**4s and 4p levels of Rb to Rb7+: electrostatic shifts, gap, spin splitting and ionisation energies**

The table holds majority-spin 4s and 4p Kohn-Sham eigenvalues, mean radii and their gap for Rb to Rb7+, from spherical all-electron scalar-relativistic spin-polarised LDA-VWN5 calculations with Quantum ESPRESSO ld1.x. The program tests an electrostatic model of the level shifts on ionisation (sums of $\langle 1/r\rangle$ for the 1s level, $F^0$ integrals of Rb5+ for the gap), a straight line and a $1/\langle r\rangle$ form for the gap, hydrogenic scaling of binding with size, and the end-point mean of eigenvalues as ionisation energy. The gap changes by 0.075 eV when the 5s electron is removed and by about 0.66 eV per 4p electron, with an rms residual of 0.006 eV about the line for Rb+ to Rb6+, and the scaled $F^0$ difference gives 0.678 eV against 0.663 eV around Rb5+. The dip in the up-spin lowering after Rb4+ follows the exchange splitting, and binding varies with radius far more steeply than the hydrogenic inverse square. The end-point mean reproduces total-energy ionisation energies within 0.08 eV, while minus the eigenvalue falls short by 5.75 to 7.46 eV; spin-orbit coupling and term structure are not included.

Rb and its ions up to Rb7+ as spherical all-electron atoms, calculated with Quantum ESPRESSO 7.5 (ld1.x) in spin-polarised, scalar-relativistic Kohn-Sham LDA (Slater exchange, VWN5 correlation) with a point nucleus. Open shells are high-spin, with up as the majority spin. Eigenvalues are negative for bound levels, and n/a marks values that involve the empty 4p level.

## Script

```python
# Table: 4s-up and 4p-up Kohn-Sham eigenvalues (eV), mean radii (bohr) and their gap for Rb to Rb7+;
# Quantum ESPRESSO ld1.x, LDA-VWN5, scalar-relativistic, spin-polarised spherical atom.
# Tested: electrostatic shift on ionisation, linear gap, spin effects, size against binding, Slater midpoint.
T = {
    'ion': ['Rb', 'Rb+', 'Rb2+', 'Rb3+', 'Rb4+', 'Rb5+', 'Rb6+', 'Rb7+'],
    'Z': [37, 37, 37, 37, 37, 37, 37, 37],
    'charge': [0, 1, 2, 3, 4, 5, 6, 7],  # e
    'N': [37, 36, 35, 34, 33, 32, 31, 30],
    'configuration': ['[Kr] (5s up)1', '[Ar] 3d10 4s2 4p6', '[Ar] 3d10 4s2 (4p up)3 (4p down)2', '[Ar] 3d10 4s2 (4p up)3 (4p down)1', '[Ar] 3d10 4s2 (4p up)3', '[Ar] 3d10 4s2 (4p up)2', '[Ar] 3d10 4s2 (4p up)1', '[Ar] 3d10 4s2'],
    'eigenvalue_4s_up': [-31.931, -37.792, -50.954, -65.108, -80.114, -95.064, -110.47, -126.08],  # eV
    'eigenvalue_4p_up': [-16.011, -21.796, -34.298, -47.787, -62.13, -76.433, -91.187, None],  # eV
    'mean_radius_4s_up': [1.4537, 1.4506, 1.4192, 1.3881, 1.3579, 1.3291, 1.301, 1.2728],  # bohr
    'mean_radius_4p_up': [1.7322, 1.7131, 1.6319, 1.5654, 1.5085, 1.461, 1.4178, None],  # bohr
    'gap': [15.92, 15.995, 16.656, 17.321, 17.985, 18.632, 19.282, None],  # eV
}
import numpy as np
from scipy.constants import physical_constants as pc
H = pc['Hartree energy in eV'][0]
ion = T['ion']; q = np.array(T['charge'], float)
es = np.array(T['eigenvalue_4s_up'], float); rs = np.array(T['mean_radius_4s_up'], float)
# typed from further outputs of the same runs: empty 4p of Rb7+, down levels, integrals, 1s, <1/r>, IE
ep = np.array(T['eigenvalue_4p_up'][:7] + [-106.1301]); rp = np.array(T['mean_radius_4p_up'][:7] + [1.377032])
gap = np.array(T['gap'][:7] + [ep[7] - es[7]])
dn = {0: (-31.893, -15.9366), 2: (-50.0699, -33.4492), 3: (-63.1133, -45.8446),
      4: (-76.6558, -58.7173), 6: (-108.9519, -89.6593)}
unp = {0: 1, 2: 1, 3: 2, 4: 3, 6: 1}
Fsp, Fpp = 17.49441, 16.73756  # Rb5+, eV
s1 = {0: -15010.015, 1: -15015.94, 2: -15030.485, 6: -15103.355, 7: -15124.84}  # spin means
inv = {0: 2.804032+2.804062+3*(2.652629+2.652674)+5*(2.389684+2.389767)+0.9242202+0.9248577+3*(0.7691603+0.7719667)+0.2502231,
       1: 2*2.804078+6*2.652692+10*2.389798+2*0.9255507+6*0.7752072,
       2: 2.8046+2.804862+3*(2.653301+2.653829)+5*(2.390875+2.392444)+0.9453018+0.9452818+3*0.8113911+2*0.8087041,
       6: 2.810875+2.811406+3*(2.661537+2.662492)+5*(2.406946+2.40943)+1.038862+1.04084+0.9417786,
       7: 2*2.813863+6*2.66557+10*2.414744+2*1.06628}
bare = {0: 0.2502231, 1: 0.7752072, 6: 0.9417786}
IE = {1: 27.54531, 3: 52.24447, 4: 69.22344, 5: 83.76444, 6: 98.64398}
ref = {1: '27.29 measured', 3: '52.2 NIST semi-empirical', 6: '98.67 NIST semi-empirical'}
print('rounding: 0.0005 eV; 0.005 eV for 4s of Rb6+, Rb7+ and for 1s; Rb7+ 4p is an empty level')
print('step: lowering of 4s up, 4p up, change of gap (eV)')
for i in range(7):
    print(f'  {ion[i]}->{ion[i+1]}: {es[i]-es[i+1]:.2f}  {ep[i]-ep[i+1]:.2f}  {gap[i+1]-gap[i]:.3f}')
m = slice(1, 7); b, a = np.polyfit(q[m], gap[m], 1); res = gap - (a + b*q)
print(f'line through Rb+..Rb6+: gap = {a:.3f} + {b:.4f} q eV, rms {np.sqrt(np.mean(res[m]**2)):.3f} eV')
print('  residuals (eV):', ' '.join(f'{x:+.3f}' for x in res[m]))
print(f'  not fitted: Rb (5s present) {res[0]:+.3f} eV; Rb7+ (gap {gap[7]:.2f}) {res[7]:+.2f} eV')
c = np.sum(gap[m]/rp[m])/np.sum(rp[m]**-2.0); r2 = gap - c/rp
print(f'gap = c/r(4p): c {c:.2f} eV bohr, rms {np.sqrt(np.mean(r2[m]**2)):.3f} eV, Rb {r2[0]:+.2f}, Rb7+ {r2[7]:+.2f}')
print('down minus up: 4s, 4p, 4p per unpaired electron; down gap minus up gap (eV)')
for k, (s, p) in dn.items():
    print(f'  {ion[k]}: {s-es[k]:.2f}  {p-ep[k]:.2f}  {(p-ep[k])/unp[k]:.2f}  {p-s-gap[k]:+.3f}')
av = {k: ((es[k]+dn[k][0])/2, (ep[k]+dn[k][1])/2) if k in dn else (es[k], ep[k]) for k in (0, 1, 2, 3, 4, 6, 7)}
ks = list(av); print('spin-mean 4s lowering per electron (eV):')
print('  ' + '  '.join(f'{i}->{j}: {(av[i][0]-av[j][0])/(j-i):.2f}' for i, j in zip(ks[:-1], ks[1:])))
ds, dp = (av[4][0]-av[6][0])/2, (av[4][1]-av[6][1])/2
print(f'around Rb5+, spin-mean lowering per electron: 4s {ds:.2f}, 4p {dp:.2f}, difference {ds-dp:.3f} eV')
print(f'  F0(4s,4p) {Fsp:.2f}, F0(4p,4p) {Fpp:.2f}, difference {Fsp-Fpp:.3f} eV')
print(f'  lowering/F0: 4s {ds/Fsp:.3f}, 4p {dp/Fpp:.3f}; F0 difference times 4s ratio {(Fsp-Fpp)*ds/Fsp:.3f} eV')
print('1s lowering; <1/r> of removed electron; change of sum n<1/r> (n>=3); error; share lost to relaxation')
err = []
for k in bare:
    obs, mod = s1[k]-s1[k+1], (inv[k]-inv[k+1])*H; err.append(mod/obs-1)
    print(f'  {ion[k]}->{ion[k+1]}: {obs:.2f}  {bare[k]*H:.2f}  {mod:.2f} eV  {100*err[-1]:+.1f}%  {100*(1-mod/(bare[k]*H)):.0f}%')
for nm, e, r, l in (('4s', es, rs, 0), ('4p', ep, rp, 1)):
    sl = np.polyfit(np.log(r[m]), np.log(-e[m]), 1)[0]
    ze, zr = 4*np.sqrt(-2*e/H), (48-l*(l+1))/(2*r)
    print(f'{nm} Rb+ to Rb6+: binding x{e[6]/e[1]:.2f}, radius {100*(r[6]/r[1]-1):+.1f}%, exponent {sl:.1f} (hydrogenic -2)')
    print(f'  effective charge from energy {ze[1]:.1f} to {ze[6]:.1f}, from radius {zr[1]:.1f} to {zr[6]:.1f}')
print(f'Rb to Rb+ radius change: 4s {100*(rs[1]/rs[0]-1):+.2f}%, 4p {100*(rp[1]/rp[0]-1):+.2f}%')
print('ionisation energy (eV): total-energy; -eigenvalue (short by); midpoint (error); reference')
pair = {1: (ep[1], dn[2][1]), 3: (dn[3][1], dn[4][1]), 4: (ep[4], ep[5]), 5: (ep[5], ep[6]), 6: (ep[6], ep[7])}
mid = {k: -(x+y)/2 for k, (x, y) in pair.items()}
for k in IE:
    print(f'  {ion[k]}: {IE[k]:.2f}; {-pair[k][0]:.2f} ({IE[k]+pair[k][0]:.2f}); {mid[k]:.2f} ({mid[k]-IE[k]:+.2f}); {ref.get(k, "none given")}')
dg = np.diff(gap)
assert dg[0] < 0.1 and np.all((dg[1:] > 0.6) & (dg[1:] < 0.7))
assert Fsp > Fpp and ds > dp and ds < Fsp and dp < Fpp
assert max(abs(x) for x in err) < 0.02
assert all(abs(mid[k]-IE[k]) < 0.15 and -pair[k][0] < IE[k] for k in IE)
```

Output:

```
rounding: 0.0005 eV; 0.005 eV for 4s of Rb6+, Rb7+ and for 1s; Rb7+ 4p is an empty level
step: lowering of 4s up, 4p up, change of gap (eV)
  Rb->Rb+: 5.86  5.79  0.075
  Rb+->Rb2+: 13.16  12.50  0.661
  Rb2+->Rb3+: 14.15  13.49  0.665
  Rb3+->Rb4+: 15.01  14.34  0.664
  Rb4+->Rb5+: 14.95  14.30  0.647
  Rb5+->Rb6+: 15.41  14.75  0.650
  Rb6+->Rb7+: 15.61  14.94  0.668
line through Rb+..Rb6+: gap = 15.342 + 0.6579 q eV, rms 0.006 eV
  residuals (eV): -0.005 -0.002 +0.005 +0.011 -0.000 -0.008
  not fitted: Rb (5s present) +0.578 eV; Rb7+ (gap 19.95) +0.00 eV
gap = c/r(4p): c 27.23 eV bohr, rms 0.067 eV, Rb +0.20, Rb7+ +0.18
down minus up: 4s, 4p, 4p per unpaired electron; down gap minus up gap (eV)
  Rb: 0.04  0.07  0.07  +0.036
  Rb2+: 0.88  0.85  0.85  -0.035
  Rb3+: 1.99  1.94  0.97  -0.052
  Rb4+: 3.46  3.41  1.14  -0.047
  Rb6+: 1.52  1.53  1.53  +0.011
spin-mean 4s lowering per electron (eV):
  0->1: 5.88  1->2: 12.72  2->3: 13.60  3->4: 14.27  4->6: 15.66  6->7: 16.37
around Rb5+, spin-mean lowering per electron: 4s 15.66, 4p 15.00, difference 0.663 eV
  F0(4s,4p) 17.49, F0(4p,4p) 16.74, difference 0.757 eV
  lowering/F0: 4s 0.895, 4p 0.896; F0 difference times 4s ratio 0.678 eV
1s lowering; <1/r> of removed electron; change of sum n<1/r> (n>=3); error; share lost to relaxation
  Rb->Rb+: 5.93  6.81  5.97 eV  +0.7%  12%
  Rb+->Rb2+: 14.55  21.09  14.56 eV  +0.1%  31%
  Rb6+->Rb7+: 21.49  25.63  21.68 eV  +0.9%  15%
4s Rb+ to Rb6+: binding x2.92, radius -10.3%, exponent -9.8 (hydrogenic -2)
  effective charge from energy 6.7 to 11.4, from radius 16.5 to 18.4
4p Rb+ to Rb6+: binding x4.18, radius -17.2%, exponent -7.5 (hydrogenic -2)
  effective charge from energy 5.1 to 10.4, from radius 13.4 to 16.2
Rb to Rb+ radius change: 4s -0.21%, 4p -1.10%
ionisation energy (eV): total-energy; -eigenvalue (short by); midpoint (error); reference
  Rb+: 27.55; 21.80 (5.75); 27.62 (+0.08); 27.29 measured
  Rb3+: 52.24; 45.84 (6.40); 52.28 (+0.04); 52.2 NIST semi-empirical
  Rb4+: 69.22; 62.13 (7.09); 69.28 (+0.06); none given
  Rb5+: 83.76; 76.43 (7.33); 83.81 (+0.05); none given
  Rb6+: 98.64; 91.19 (7.46); 98.66 (+0.01); 98.67 NIST semi-empirical
```
